Resolvent of a delta potential by summing the Dyson series

1. Premises and conventions

One spinless particle of mass m on a line. H = H0 + V, H0 = −(ħ²/2m) d²/dx², V(x) = λ δ(x), λ real (energy × length). Define the signed wave number g = mλ/ħ².

Meaning of δ. V is the limit ε → 0 of V_ε(x) = v(x/ε)/ε, with v bounded, ∫v du = λ and ∫|v| du = Λ finite; Λ = |λ| if v has one sign. Integrating Hψ = Eψ over a shrinking interval around 0 gives the equivalent local rule: ψ is continuous and

(1) ψ′(0+) − ψ′(0−) = 2g ψ(0).

H acts as H0 on functions that obey (1). It is symmetric: the boundary term φ*ψ′ − φ*′ψ jumps at 0 by 2gφ*ψ − 2gφ*ψ = 0.

Propagator and resolvent. K(x,x′;t) = ⟨x|exp(−iHt/ħ)|x′⟩ for t > 0, and G(E) = (E − H)⁻¹. For Im E > 0, ∫₀^∞ dt exp[i(E − H)t/ħ] = iħ/(E − H), hence

(2) G(x,x′;E) = (1/iħ) ∫₀^∞ dt exp(iEt/ħ) K(x,x′;t).

Real energies are read as E + i0 (retarded function). Put E = ħ²k²/2m and choose the root with Im k > 0 (physical sheet); E + i0 with E > 0 means k > 0, and E < 0 means k = iq, q > 0. With this sign convention a normalised bound state ψ_b of energy E_b contributes ψ_b(x)ψ_b*(x′)/(E − E_b) to G.

2. Free resolvent

Insert plane waves exp(ipx)/√(2π):

G0(x,x′) = ∫ dp/2π exp[ip(x − x′)]/(E − ħ²p²/2m) = −(2m/ħ²) ∫ dp/2π exp[ip(x − x′)]/(p² − k²).

For x > x′ close the contour in the upper half plane, where the exponential decays. The only pole there is p = k, with residue exp[ik(x − x′)]/2k, so the integral ∫dp/2π equals i exp[ik(x − x′)]/2k. For x < x′ substitute p → −p. Result:

(3) G0(x,x′) = −(im/ħ²k) exp(ik|x − x′|), G0(0,0) = −im/ħ²k.

Two properties carry the whole argument: G0 is continuous at x = x′, and |G0| ≤ m/ħ²|k| for Im k ≥ 0.

3. The Dyson series and its sum

Multiply E − H0 = (E − H) + V by G0 from the left and G from the right:

(4) G = G0 + G0 V G.

Iteration gives G = Σₙ Gₙ, n = 0, 1, 2, ..., with

(5) Gₙ(x,x′) = ∫dx₁...dxₙ G0(x,x₁) V(x₁) G0(x₁,x₂) ... V(xₙ) G0(xₙ,x′).

In time language term n holds n factors −iV/ħ at ordered times, joined by free propagators: n scatterings along the path. The transform (2) turns the time convolutions into the products in (5); the n + 1 free propagators give (iħ)ⁿ⁺¹, the vertices give (iħ)⁻ⁿ and the prefactor of (2) removes the last iħ.

Convergence for V_ε. By the bound on G0, |Gₙ| ≤ (m/ħ²|k|)(mΛ/ħ²|k|)ⁿ, independent of ε, x and x′. For |k| > mΛ/ħ² the series converges absolutely and uniformly, its sum satisfies (4) (acting with G0V shifts n by one), and the limit ε → 0 may be taken term by term.

Limit of one term. Put xⱼ = εuⱼ. The integrand is bounded by a constant times Π|v(uⱼ)|, which is integrable, and G0 is continuous, so all internal points go to 0 and each vertex gives λ:

(6) Gₙ → G0(x,0) λⁿ [G0(0,0)]ⁿ⁻¹ G0(0,x′), n ≥ 1.

The shape of v has dropped out. The sum over n ≥ 1 is geometric with ratio λG0(0,0) = −ig/k:

(7) G(x,x′) = G0(x,x′) + G0(x,0) T(E) G0(0,x′),

(8) T = λ Σ_{n≥0} (−ig/k)ⁿ = λ/(1 + i mλ/ħ²k) = λk/(k + ig).

The series converges for |k| > |g|, that is |E| > ħ²g²/2m, and diverges for |k| ≤ |g|.

Insert (3). With T G0(0,0) = −ig/(k + ig),

(9) G(x,x′) = −(im/ħ²k) { exp(ik|x − x′|) + r exp[ik(|x| + |x′|)] }, r(k) = −ig/(k + ig).

First term: direct path. Second term: all paths that are scattered at the origin, free length |x| + |x′|.

4. Why the sum holds outside the region of convergence

Algebraic route. For V = λδ, (4) reads G(x,x′) = G0(x,x′) + λ G0(x,0) G(0,x′). Set x = 0: G(0,x′)[1 − λG0(0,0)] = G0(0,x′). Substituting back gives (7) and (8) for every k ≠ −ig, with no expansion in λ.

Direct check of (9) as a function of x, for x′ ≠ 0.
(a) Away from 0 and x′ both terms solve (E − H0)f = 0.
(b) At x = x′ the slope of exp(ik|x − x′|) jumps by 2ik, so (ħ²/2m)∂²G contains (ħ²/2m)(−im/ħ²k)(2ik) δ(x − x′) = δ(x − x′).
(c) At x = 0 the braces equal (1 + r) exp(ik|x′|) and their slope jumps by 2ikr exp(ik|x′|). Now ikr = gk/(k + ig) and 1 + r = k/(k + ig), so 2ikr = 2g(1 + r): rule (1) holds.
(d) For Im k > 0, G decays as |x| → ∞.
Uniqueness: the difference of two such solutions is a square-integrable solution of Hf = Ef. It must be c exp(ik|x|) by decay and continuity, and (1) then demands c(ik − g) = 0, so c = 0 unless k = −ig. Hence (9) is the resolvent on the whole physical sheet, and the series gives it where |k| > |g|.

The radius is fixed by the pole at k = −ig. It has the same modulus for both signs of λ, so the series fails below |E| = ħ²g²/2m for a barrier as well as for a well.

Threshold. G0 diverges as 1/k, G does not. For small k, r = −1 − ik/g + O(k²); the zeroth-order terms in the braces cancel and

(10) G(x,x′;0) = (m/ħ²)[ |x − x′| − |x| − |x′| − 1/g ].

Term n of the series diverges as 1/kⁿ⁺¹ here; the finite value belongs to the closed form only.

5. Bound state

λ > 0: the pole k = −ig has Im k < 0. It lies on the second sheet (virtual state, growing exponential); no bound state.

λ < 0: g = −κ with κ = m|λ|/ħ², pole at k = iκ on the physical sheet,

(11) E_b = −B, B = ħ²κ²/2m = mλ²/2ħ².

Residue in E. Here r = iκ/(k − iκ), so G − G0 = (mκ/ħ²k) exp[ik(|x| + |x′|)]/(k − iκ). Since E + B = (ħ²/2m)(k − iκ)(k + iκ),

(12) G − G0 = [κ(k + iκ)/2k] exp[ik(|x| + |x′|)]/(E + B).

G0 is regular at k = iκ. At that point κ(2iκ)/(2iκ) = κ, so

(13) Res G at E = −B: κ exp[−κ(|x| + |x′|)] = ψ_b(x) ψ_b(x′), ψ_b = √κ exp(−κ|x|).

The residue factorises into one product, so the level is non-degenerate, and ∫ψ_b² dx = 2κ/2κ = 1: the normalisation comes out of the resolvent. Moments: ⟨|x|⟩ = 1/2κ; the probability of |x| > b is exp(−2κb). B is of second order in λ, yet no finite order of (8) has a pole at −B.

6. Scattering

Place the source at x′ < 0 and look at x > x′, real k > 0. Then |x − x′| = x + |x′| and (9) factorises exactly:

G = −(im/ħ²k) exp(ik|x′|) ψ_k(x), ψ_k(x) = exp(ikx) + r exp(ik|x|).

For x < 0, ψ_k = exp(ikx) + r exp(−ikx): r is the reflection amplitude. For x > 0, ψ_k = τ exp(ikx) with

(14) τ = 1 + r = k/(k + ig) = T/λ.

The wave number is the same on both sides, so the flux ratios are

(15) |τ|² = k²/(k² + g²) = 1/(1 + m²λ²/ħ⁴k²) = E/(E + E_g), |r|² = g²/(k² + g²), E_g = ħ²g²/2m.

|τ|² + |r|² = 1. The probabilities are even in λ; the sign shows in the phase, arg τ = −arctan(g/k). For a well E_g = B, so the transmission is 1/2 at E = B, the energy at which the series stops converging. A truncated series is not unitary: with terms up to order N, τ_N = τ[1 − (−ig/k)^(N+1)], and |τ₁|² = 1 + g²/k² > 1.

Parity. τ − r = 1: odd waves vanish at 0 and are not scattered. τ + r = (k − ig)/(k + ig) is the pure phase of the even channel.

7. Counting states; density matrix

Trace. ∫exp(2ik|x|)dx = i/k for Im k > 0, so

(16) Tr(G − G0) = T (−im/ħ²k)² (i/k) = −(m/ħ²) ig/[k²(k + ig)] = d/dE ln(1 + ig/k),

the last form with dk/dE = m/ħ²k. The change in the density of states is Δρ = −(1/π) Im Tr(G − G0). For E > 0, Δρ = (m/πħ²) g/[k(k² + g²)], and with dE = ħ²k dk/m its integral is ∫₀^∞ g dk/[π(k² + g²)] = ±1/2, sign of λ. For k → 0, (16) tends to −m/ħ²k² = −1/2E, which at E + i0 adds −(1/2)δ(E). The pole adds +1 for λ < 0. Totals: 1 − 1/2 − 1/2 = 0 for the well and 1/2 − 1/2 = 0 for the barrier. No state is gained or lost (one-dimensional form of Levinson's theorem).

Thermal kernel. Let ρ(x,x′;β) = ⟨x|exp(−βH)|x′⟩, unnormalised. Its Laplace transform in β is (z + H)⁻¹ = −G(−z), for z above −E_b. With k = iq, q = √(2mz)/ħ, (9) gives

−G = (m/ħ²q) { exp(−q|x − x′|) − [g/(q + g)] exp(−qX) }, X = |x| + |x′|.

(m/ħ²q) exp(−qy) is the transform of the free kernel ρ0(y) = (4πD)^(−1/2) exp(−y²/4D), D = ħ²β/2m. Write 1/(q + g) = ∫₀^∞ du exp[−(q + g)u], valid for q + g > 0, and invert under the integral:

(17) ρ = ρ0(x − x′) − g ∫₀^∞ du exp(−gu) ρ0(X + u) = ρ0(x − x′) − (g/2) exp(gX + g²D) erfc[(X + 2gD)/2√D].

The second form follows by completing the square, −gu − (X + u)²/4D = gX + g²D − (X + u + 2gD)²/4D. For g = −κ, g²D = βB; for βB ≫ 1 and X ≪ 2κD the erfc tends to 2 and ρ → κ exp(−κX) exp(βB), the residue (13) times its Boltzmann factor. β → it/ħ gives K.

8. Range of validity

(a) Dimension. The argument needs G0(0,0) finite. In three dimensions G0 = −(m/2πħ²) exp(ikR)/R diverges at separation R → 0, in two dimensions it diverges logarithmically; (6) has no limit for n ≥ 2 and (8) does not carry over.

(b) Series against closed form. (5) converges for |E| > mΛ²/2ħ²; (7) to (9) hold at all E off the spectrum, and at E + i0 on it except at the pole.

(c) One particle, one channel, static real V. Internal excitation of the scatterer, exchange and absorption are absent.

(d) Finite width. A real potential has a width w. Size of the correction from a square profile of height V0, area λ = V0w.

Scattering. Allow a mass m_b inside the layer and m outside, with ψ and ψ′/mass continuous. Inside, q² = 2m_b(V0 − E)/ħ². Set Q = q/m_b, P = k/m, η = Q/P, C = cosh qw, S = sinh qw, φ = ψ′/mass. Across the layer ψ(0) = Cψ(w) − (S/Q)φ(w), φ(0) = −QSψ(w) + Cφ(w). On the right ψ(w) = τ′, φ(w) = iPτ′, |τ′| = |τ|; on the left ψ(0) = 1 + r, φ(0) = iP(1 − r), so ψ(0) + φ(0)/iP = 2. This gives τ′ = 2/[2C + i(η − 1/η)S] and, with C² = 1 + S²,

(18) 1/|τ|² = 1 + (η + 1/η)² S²/4.

For m_b = m, η + 1/η = (q² + k²)/qk and q² + k² = 2g/w, so

(19) 1/|τ|² = 1 + (g/k)² [sinh(qw)/qw]².

The bracket squared is 1 + q²w²/3 + ..., with q²w² = 2gw − k²w². Formula (15) therefore needs |g|w ≪ 1 and kw ≪ 1. For a well (V0 < 0), q = ip′ with p′² = k² + 2m|V0|/ħ², and the bracket becomes sin(p′w)/p′w.

Binding. For a well of area |λ| the even state is cos px inside, exp(−κ_w|x|) outside; matching at w/2 gives p tan(pw/2) = κ_w with p² + κ_w² = 2κ/w. Use tan y = y + y³/3 + ...: κ_w = p²w/2 + p⁴w³/24 + ... = κ − κ²w/2 + κ²w/6 + ..., that is

(20) κ_w = κ(1 − κw/3 + ...), relative shift of B equal to −2κw/3.

A case where the geometry is one-dimensional by construction: a conduction electron at normal incidence on a thin Al0.3Ga0.7As layer in GaAs, envelope-function picture. Typical inputs: m = 0.067 mₑ, m_b = 0.092 mₑ, V0 = 0.25 eV; assumed w = 1.0 nm and E = 30 meV. Then λ = 0.25 eV nm, g = 0.220 nm⁻¹, k = 0.230 nm⁻¹, E_g = 27 meV. The ratio g/k = 0.96 lies just inside the radius of convergence. The model's transmissions: delta barrier (15), 0.52; square barrier with equal masses (19), qw = 0.62, 0.49; with m_b in (18), qw = 0.73, η = 2.31, 0.46. The delta form overestimates the transmission, and width and mass step contribute about equally. It fails for layers with qw of order 1 or more, where (19) turns exponential.

9. Illustration: one-dimensional model of H⁻

The outer electron moves in the short-range field of a neutral H atom, replaced by λδ(x). Input: assumed binding energy (electron affinity of H) B = 0.754 eV. λ is fitted to B, so B tests nothing. m = mₑ, fixed nucleus; the reduced mass would lower κ by 0.03 %. Atomic units: ħ = mₑ = 1, energy in hartree (Eh), length in bohr.

B = 0.02771 Eh.
κ = √(2B) = 0.2354 bohr⁻¹ = 4.45 nm⁻¹.
λ = −κ = −0.2354 Eh bohr = −0.339 eV nm.
1/κ = 4.25 bohr = 0.225 nm; ⟨|x|⟩ = 2.12 bohr.
Residue (13): 0.2354 exp[−0.2354(|x| + |x′|)] bohr⁻¹, x in bohr.
Probability of |x| > 1 bohr: 0.62.
At 300 K, βB = 29, so near the origin (17) is the bound-state projector times exp(βB).

Series at E = 2.0 eV. The ratio is −ig/k = iγ, γ = √(B/E) = 0.614. Partial sums |τ_N|² for N = 1, 2, 3, 4: 1.377, 0.765, 0.534, 0.732; limit E/(E + B) = 0.726. At 0.10 eV, γ = 2.75: the terms grow, while (15) stays valid.

Size of the range effect. Take a square well of assumed width w = 2 bohr, about the diameter of the atom. κw = 0.47 is not small; (20) estimates that the same binding needs an area larger by κw/3 = 0.16. Solving p tan(pw/2) = κ gives p = 0.467 bohr⁻¹, depth (p² + κ²)/2 = 3.72 eV, area 0.273 Eh bohr, 16 % above |λ|. Both models now share B and κ. Transmissions from (15) and from (19) with the sine bracket and |g| = 0.273 bohr⁻¹:

E (eV) | γ | delta | square well
0.10 | 2.75 | 0.12 | 0.13
0.754 | 1 | 0.50 | 0.54
2.0 | 0.614 | 0.73 | 0.78
5.0 | 0.388 | 0.87 | 0.93

Fitting λ to B absorbs part of the width correction; the remainder reaches the second figure, and the reflection at 5.0 eV (0.13 against 0.07) differs by almost a factor of two. No third figure of a transmission has physical meaning here.

Further neglected physics. The induced-dipole tail −α/2R⁴ at distance R, with assumed polarizability α = 4.5 bohr³ of the H atom, is −0.19 eV at R = 1/κ, a fraction 0.25 of B in magnitude, so the true potential is not confined to 2 bohr. The atom can be excited above (3/4) Ry = 10.2 eV, where the single-channel premise ends. The two electrons of H⁻ are indistinguishable and form a singlet; the model has one active electron and says nothing about triplet scattering.

Contact with three dimensions. For x > 0 an even function obeys ψ′(0+) = gψ(0) = −κψ(0), by (1). Read as a condition on the radial s-wave function u(R) = Rψ₃(R), this is the zero-range model u′/u = −κ at R → 0. With u ∝ sin(kR + δ₀): k cot δ₀ = −κ, sin²δ₀ = k²/(k² + κ²) = |τ|², and the s-wave cross-section of this channel is 4π sin²δ₀/k² = 4π/(k² + κ²). The scattering length, defined by k cot δ₀ → −1/a, is a = 1/κ. The model's values: a = 4.25 bohr, and a singlet-channel cross-section at zero energy of 4π/κ² = 2.3 × 10² bohr², before the spin weight 1/4 of an unpolarised beam. The typical singlet scattering length for electrons on H is about 6 bohr, so the model falls short: its length is about 0.7 of the typical one and its zero-energy cross-section about 0.5, the cost of setting the range to zero when κw is near one half.